# Sweep-out fronts and the snap-off voltage in a silicon diode with an inverted plasma profile

## The model

Take a p$^+$n$^-$n$^+$ silicon diode at 300 K. The anode junction lies at $x=0$ and the cathode junction at $x=W$. Forward conduction has filled the base with a neutral plasma of density $p(x)\approx n(x)\gg N_D$. The reverse current density $J_R>0$ and the reverse voltage $U>0$ are magnitudes. The picture of two fronts that eat into the plasma goes back to Benda and Spenke (1967).

The smallest profile that can be inverted has two numbers, its densities at the two ends, joined by a straight line:

$$p(x)=\bar p\left[1+s\left(\frac{2x}{W}-1\right)\right],\qquad p_A=\bar p(1-s),\quad p_K=\bar p(1+s).$$

Here $s=0$ is the flat plasma and $s>0$ the inverted one, low at the anode and high at the cathode. The stored charge $Q=q\bar pW$ does not depend on $s$. The model has four main idealisations: sharp fronts, no diffusion, no recombination, and holes at saturation velocity throughout the space-charge layer. It also drops several smaller terms: the donor and transit-hole densities and the displacement current in the front balances, the built-in voltage and the voltage across the plasma and the cathode swept zone, and avalanche. The front positions, $U_{sn}$, $J_{sn}$ and $t(w)$ follow exactly from this set of approximations, and the last section gives the sizes of the ones that matter.

The chosen device has $W=120\ \mu$m, $N_D=8\times10^{13}$ cm$^{-3}$, $\bar p=1\times10^{16}$ cm$^{-3}$ and $s=1/2$. Then $p_A=0.5\times10^{16}$ cm$^{-3}$, $p_K=1.5\times10^{16}$ cm$^{-3}$ and $Q=19\ \mu$C/cm$^2$. Typical mobilities $\mu_n=1350$ and $\mu_p=450$ cm$^2$/(V s) give $b=\mu_n/\mu_p=3$. An approximate saturation velocity $v_{sat}=1\times10^7$ cm/s serves for both carriers. The measured static dielectric constant is 11.7 (300 K, as listed by the Ioffe Institute), so $\varepsilon=1.036\times10^{-12}$ F/cm.

## Step 1: who carries the current

In the plasma, electrons and holes have equal density and feel the same field, so they share the drift current as their mobilities do. Holes carry $J_R/(b+1)$ toward the anode and electrons carry $bJ_R/(b+1)$ while moving toward the cathode. In the swept zone on the anode side only holes are available, because the p$^+$ layer supplies no electrons. In the swept zone on the cathode side only electrons are available.

> **Predict.** Electrons are the faster carriers and leave through the cathode. Which front moves faster?

Count holes at the left front. They leave it at the rate $J_R/q$ and arrive from the plasma at the rate $J_R/[q(b+1)]$. The front makes up the deficit by consuming plasma:

$$q\,p(w_L)\,v_L=J_R-\frac{J_R}{b+1}=\frac{b}{b+1}J_R .$$

At the right front, holes drift away into the plasma at the rate $J_R/[q(b+1)]$ and none arrive:

$$q\,p(w_R)\,v_R=\frac{1}{b+1}J_R .$$

The anode front is the faster one, and high electron mobility is the reason: it leaves the plasma a small hole current, far short of what the anode side withdraws. The two rates add up to $J_R$, as charge conservation requires. The density in each balance is the local one at that front. Write $f=b/(b+1)=0.75$.

At $J_R=100$ A/cm$^2$ the flat plasma has $v_L=4.7\times10^4$ and $v_R=1.6\times10^4$ cm/s. The ramp starts with $v_L=9.4\times10^4$ and $v_R=1.0\times10^4$ cm/s, a ratio $b\,p_K/p_A=9$.

## Step 2: where the fronts meet

> **Predict.** Does the meeting point depend on how $J_R$ varies in time? And with a starting ratio of 9, do the fronts of the ramp meet at nine tenths of the base?

Integrate both balances over time, with $Q_{ex}(t)=\int J_R\,dt$:

$$q\int_0^{w_L}p\,dx=f\,Q_{ex},\qquad q\int_{w_R}^{W}p\,dx=(1-f)\,Q_{ex}.$$

The positions depend on the extracted charge alone, not on the waveform. The fronts meet when $Q_{ex}=Q$, at the point $w_x$ that has the fraction $f$ of the charge on its left:

$$\int_0^{w_x}p\,dx=\frac{b}{b+1}\int_0^{W}p\,dx .$$

For flat plasma this is $w_x=bW/(b+1)=90\ \mu$m. For the ramp, with $u=w_x/W$, it is the quadratic $(1-s)u+su^2=f$, whose root in the base is

$$u=\frac{2f}{(1-s)+\sqrt{(1-s)^2+4sf}} .$$

At $s=1/2$ this equals $(\sqrt7-1)/2=0.823$, so $w_x=99\ \mu$m, a gain of $8.7\ \mu$m. The answer to the second question is no. Frozen starting velocities would give $u=b/(b+p_A/p_K)=0.9$, or $108\ \mu$m. But the left front slows as it climbs the ramp and the right front speeds up as it descends, and at the meeting point both see the same density, so their ratio is back at $b$. For a weak slope $u\approx f+sf(1-f)$, which gives 0.844 at $s=1/2$. Even $s=1$, with no plasma at the anode, reaches only $u=\sqrt f=0.866$, or $104\ \mu$m.

## Step 3: the voltage behind the left front

Between the anode junction and the left front lie ionised donors and the holes in transit, of density $J_R/(qv_{sat})$.

> **Predict.** Does the reverse current raise or lower the voltage that a layer of given width supports?

Both charges are positive, so they add: $\rho=qN_D+J_R/v_{sat}$. The field magnitude obeys $\varepsilon\,d\mathcal E/dx=-\rho$ and vanishes at the plasma edge, so $\mathcal E=\rho\,(w_L-x)/\varepsilon$. With an abrupt, heavily doped anode and the built-in voltage dropped,

$$U=\frac{(qN_D+J_R/v_{sat})\,w_L^2}{2\varepsilon}.$$

The current raises the voltage. While plasma remains, $w_L<w_x$, so the largest voltage at which the plasma can still feed the current $J_R$ is

$$U_{sn}(J_R)=\frac{(qN_D+J_R/v_{sat})\,w_x^2}{2\varepsilon}=U_W\,u^2\left(1+\frac{J_R}{J_N}\right),$$

with $U_W=qN_DW^2/2\varepsilon=0.89$ kV, the static punch-through voltage, and $J_N=qN_Dv_{sat}=128$ A/cm$^2$. At 50 A/cm$^2$ the current term adds 39 %.

## Step 4: closing the circuit

Use the simplest drive. The current is held at $J_0=100$ A/cm$^2$ until the voltage reaches a supply value $U$, and the voltage is then clamped at $U$. During the clamp, Step 3 fixes the current as a function of the front position:

$$J_R(w)=J_N\left(\frac{a^2}{w^2}-1\right),\qquad a=\sqrt{\frac{2\varepsilon U}{qN_D}},$$

where $a$ is the static depletion width. The clamp begins at $w_0=a/\sqrt{1+J_0/J_N}$. For $U=550$ V, $a=94\ \mu$m and $w_0=71\ \mu$m.

> **Predict.** The current falls as the front advances and would vanish at $w=a$. Compare $94\ \mu$m with the two meeting points. What happens in each diode?

If $a<w_x$, the current decays to zero while plasma remains, and recovery is soft. If $a>w_x$, the plasma vanishes while the current

$$J_{sn}=J_N\left(\frac{U}{U_{sn}(0)}-1\right)$$

still flows, and this current snaps off. The formula is the condition $U=U_{sn}(J_{sn})$ solved for the current. If it gives more than $J_0$, the fronts meet before the clamp begins and the full $J_0$ snaps off.

| $s$ | $u$ | $w_x$ ($\mu$m) | $U_{sn}(0)$ (kV) | $U_{sn}$ at 50 A/cm$^2$ (kV) | $J_{sn}$ at 550 V (A/cm$^2$) | $J_{sn}$ at 700 V (A/cm$^2$) |
|---|---|---|---|---|---|---|
| $-1/2$ | 0.634 | 76 | 0.36 | 0.50 | 69 | $J_0$ |
| $0$ | 0.750 | 90 | 0.50 | 0.70 | 13 | 51 |
| $+1/2$ | 0.823 | 99 | 0.60 | 0.84 | soft | 21 |

For $s=-1/2$, $U_{sn}(J_0)=0.64$ kV lies below 700 V, hence the entry $J_0$. At equal stored charge, the inverted ramp raises $U_{sn}$ over the flat value by 20 % at every current.

The time course follows from $q\,p(w)\,dw/dt=fJ_R(w)$. With $p=p_A+gw$ and $g=2s\bar p/W$,

$$dt=\frac{(p_A+gw)\,w^2\,dw}{f\,v_{sat}N_D\,(a^2-w^2)},\qquad t=\frac{G(w)-G(w_0)}{f\,v_{sat}N_D},$$

$$G(w)=p_A\left[a\,\operatorname{artanh}\frac wa-w\right]-\frac g2\left[w^2+a^2\ln\!\left(1-\frac{w^2}{a^2}\right)\right].$$

At 550 V the flat diode reaches its meeting point $0.11\ \mu$s after the clamp begins. In the inverted diode $G$ diverges logarithmically at $w=a$, so the current ends in an exponential tail. Near $a$ one has $a^2-w^2\approx2a(a-w)$, which gives

$$\tau=\frac{p(a)\,a}{2f\,v_{sat}N_D}=0.10\ \mu\text{s}.$$

The left front then approaches $94\ \mu$m and the right front $100\ \mu$m. Between them remains the fraction $1-[(1-s)(a/W)+s(a/W)^2]/f=6.5$ % of the charge, or $1.2\ \mu$C/cm$^2$.

> **Predict.** A real circuit has stray inductance. Why does it matter little before the snap and much after it?

Take $L=20$ nH and an area of 1 cm$^2$. In the flat diode the current falls from 100 to 13 A in $0.11\ \mu$s, so the mean $L\,|di/dt|$ is 16 V and the clamp is a fair description. After the fronts meet, the last carriers leave within a transit time $a/v_{sat}=0.9$ ns. The inductor current then charges the depletion capacitance, about $\varepsilon/a=110$ pF, and rings with an amplitude of about $i_{sn}\sqrt{L/C}=0.17$ kV.

## Comparison with the general statement

The general statement says that for flat plasma $v_L=fJ_R/(qp)$, $v_R=(1-f)J_R/(qp)$ and $w_x=fW$, and that the current snaps off if the layer must support more than $U_{sn}$ before the current has decayed. The model returns all of it at $s=0$. For $s\neq0$ the velocities hold with the local density and $U_{sn}$ keeps its form, but $w_x$ must come from the charge condition of Step 2. The model also makes "decayed" precise: $U_{sn}(0)$ separates soft from snappy recovery under a clamp, and $U_{sn}(J_R)=U$ fixes the size of the snap.

## What the idealisations cost

> **Predict.** The inverted ramp gains $8.7\ \mu$m and 20 % in voltage. Which neglected terms are of that size?

**Residual densities.** Donors and transit holes change the front balance, and set the displacement current, at relative order $(N_D+J_R/qv_{sat})/p$. At $J_0$ the transit holes number $6.2\times10^{13}$ cm$^{-3}$, and the ratio at the anode end of the ramp is 2.8 %.

**Cathode zone.** For $J_R$ well below $J_N$ the donor electrons carry the current in a neutral zone with field $J_R/(qN_D\mu_n)$. At 50 A/cm$^2$ this is 2.9 kV/cm, or 9 V over $30\ \mu$m. As $J_R$ approaches $J_N$ the drop grows, and above $J_N$ the zone turns negative and builds a second field peak at the cathode.

**Diffusion along the ramp.** Eliminating the field from the two drift-diffusion currents gives a hole current toward the anode of $J_R/(b+1)+J_D$. Here $J_D=qD_ag$ and $D_a=2(kT/q)\mu_n\mu_p/(\mu_n+\mu_p)=17$ cm$^2$/s, so $J_D=2.3$ A/cm$^2$. At constant current this replaces $f$ by $f-J_D/J_R$ in the meeting condition. At 100 A/cm$^2$ that is 0.727 and $w_x=97\ \mu$m. The ramp holds the fraction 0.656 of its charge to the left of $90\ \mu$m, a margin of 0.094 below $f$, so a constant current of 25 A/cm$^2$ would lose the whole gain. The left front stalls at $J_R=J_D/f=3.1$ A/cm$^2$.

**Front width.** For flat plasma the diffusion equation $\partial_tp=D_a\partial_x^2p$ has the travelling solution $p=\bar p\,[1-e^{-v(x-vt)/D_a}]$, so a front of speed $v$ has the width $D_a/v$. Near the meeting point of the ramp at 100 A/cm$^2$ the widths are $4.9\ \mu$m on the left and $15\ \mu$m on the right, which rival the gain. At the 13 A/cm$^2$ snap of the flat diode the left width would be $30\ \mu$m. Entries near threshold and the late tail are therefore governed by diffusion and show only the trend.

**Unsaturated holes.** Near the plasma edge the field is weak. With the typical law $1/v=1/v_{sat}+1/(\mu_p\mathcal E)$ and $\xi=w_L-x$, Poisson's equation becomes $\varepsilon\,d\mathcal E/d\xi=\rho\,(1+\mathcal E_0/\mathcal E)$ with $\mathcal E_0=J_R/(\mu_p\rho)$. For the peak value $y=\mathcal E_{max}/\mathcal E_0$,

$$y-\ln(1+y)=\frac{\rho\,w_L}{\varepsilon\,\mathcal E_0},\qquad U=\frac{\varepsilon\,\mathcal E_0^2}{\rho}\left[\frac{y^2}{2}-y+\ln(1+y)\right].$$

For the ramp at 50 A/cm$^2$, $\mathcal E_0=6.2$ kV/cm, $y=31$ and $U=1.0$ kV, which is 20 % above the saturated value. The increase of 165 V is 70 % of the current term itself, $U_{sn}(0)J_R/J_N=235$ V. Since $v<v_{sat}$ everywhere, the saturated formula is a lower bound for sharp fronts. The correction vanishes with the current, so $U_{sn}(0)$ is untouched.

**Recombination and avalanche.** A straight forward profile needs a lifetime well above $W^2/D_a=8.3\ \mu$s. With shorter lifetimes the profile sags, and the charge condition must be applied to the sagged profile. The peak field $2U/w_0$ at the start of the clamp is $1.6\times10^5$ V/cm at 550 V. At 700 V the flat and inverted diodes reach $1.8\times10^5$ V/cm, near the approximate $2\times10^5$ V/cm at which avalanche starts to inject electrons into the layer and the hole-only balance at the left front fails.